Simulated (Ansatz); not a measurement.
**Pressure against volume in Al4FeCo3**

The cell was found from a structure generator's guess, not taken from experiment.

Computed with Ansatz, DFT PBE, scalar-relativistic, plane waves, PAW. The final run on the 8-atom cell used 420 eV, a Γ-centred 10×10×8 mesh, 0.10 eV smearing and no spin polarisation.

Space group P4/mmm (No. 123). a = 4.036 Å, b = 4.036 Å, c = 5.711 Å, α = 90.00°, β = 90.00°, γ = 90.00°
```
atom  site  symmetry       x       y       z
  Al    4i      2mm.  0.0000  0.5000  0.7472
  Fe    1b     4/mmm  0.0000  0.0000  0.5000
  Co    1a     4/mmm  0.0000  0.0000  0.0000
  Co    1c     4/mmm  0.5000  0.5000  0.0000
  Co    1d     4/mmm  0.5000  0.5000  0.5000
```

The cell was set to several volumes, with shape and atoms relaxed at each where symmetry leaves them free. Pressure is positive in compression, and energies count from the lowest row. No row has a gap on its mesh.

| row | V (Å³/atom) | P (GPa) | ΔE (meV/atom) |
| --- | --- | --- | --- |
| 1 | 10.234 | 30.18 | 117.5 |
| 2 | 10.583 | ? | ? |
| 3 | 10.932 | 12.72 | 26.2 |
| 4 | 11.281 | 5.87 | 6.2 |
| 5 | 11.630 | 0.02 | 0.0 |
| 6 | 11.979 | -4.98 | 5.6 |
| 7 | 12.328 | -9.24 | 21.2 |
| 8 | 12.793 | -13.97 | 55.2 |

Question: Find B = −V·ΔP/ΔV from rows 4 and 6 and from rows 1 and 3, and from the two its slope B′ and its value B0 at zero pressure.

Answer: Rows 4 and 6 give −(11.281 + 11.979)/2 × (-4.98 − (5.87))/(11.979 − 11.281) = 180.8 GPa at a mean pressure of 0.44 GPa. Rows 1 and 3 give −(10.234 + 10.932)/2 × (12.72 − (30.18))/(10.932 − 10.234) = 264.7 GPa at a mean pressure of 21.45 GPa. So B′ = (264.7 − 180.8)/(21.45 − (0.44)) = 3.99 and B0 = 180.8 − 3.99 × (0.44) = 179.0 GPa. A third-order Birch–Murnaghan fit to all the energies gives B0 = 179.8 GPa and B′ = 4.2.

Question: Estimate the pressure and energy of row 2.

Answer: From row 5, V0 = 11.630 × (1 + (0.02)/179.0) = 11.631 Å³/atom. Murnaghan's form P = (B0/B′)·[(V0/V)^B′ − 1] gives (179.0/3.99) × [(11.631/10.583)^3.99 − 1] = 20.53 GPa; the computed pressure is 20.75 GPa, so the estimate is off by -0.22 GPa. The work of compression from row 3, with the mean of the two pressures, gives ΔE = 26.2 + (20.53 + 12.72)/2 × (10.932 − 10.583)/160.2 × 1000 = 62.4 meV/atom (1 eV/Å³ = 160.2 GPa); the computed value is 62.4 meV/atom.

Trial moments died out on the coarse mesh, so the last step has no spin; another magnetic start might hold. All volumes keep the k mesh of the relaxed cell. A later test with randomly moved atoms came back to the same energy, though modes that don't fit the test's cell weren't probed.

The pressure curve is that of a fairly stiff metal that hardens under compression: equal volume steps from row 5 cost more energy inward than outward, 26.2 against 21.2 meV/atom for rows 3 and 7. Squeezing raises the electrons' kinetic energy and the overlap repulsion steeply, while stretching weakens the bonding more gradually. The atoms form a slightly distorted B2 arrangement, with Al on one sublattice and Fe and Co on the other, so hybridisation between transition-metal d and Al sp states probably accounts for much of the stiffness.

The B′ of 3.99 is an average slope over a wide pressure range. Since B′ normally falls on compression, this probably explains why it lies below the fitted zero-pressure value of 4.2. The exact energy match for row 2 is partly fortuitous: the pressure estimate is too low, but averaging the end pressures of a convex curve overestimates the work. Resistance to uniform compression doesn't establish resistance to shear, so neither hardness nor ductility follows from these values.
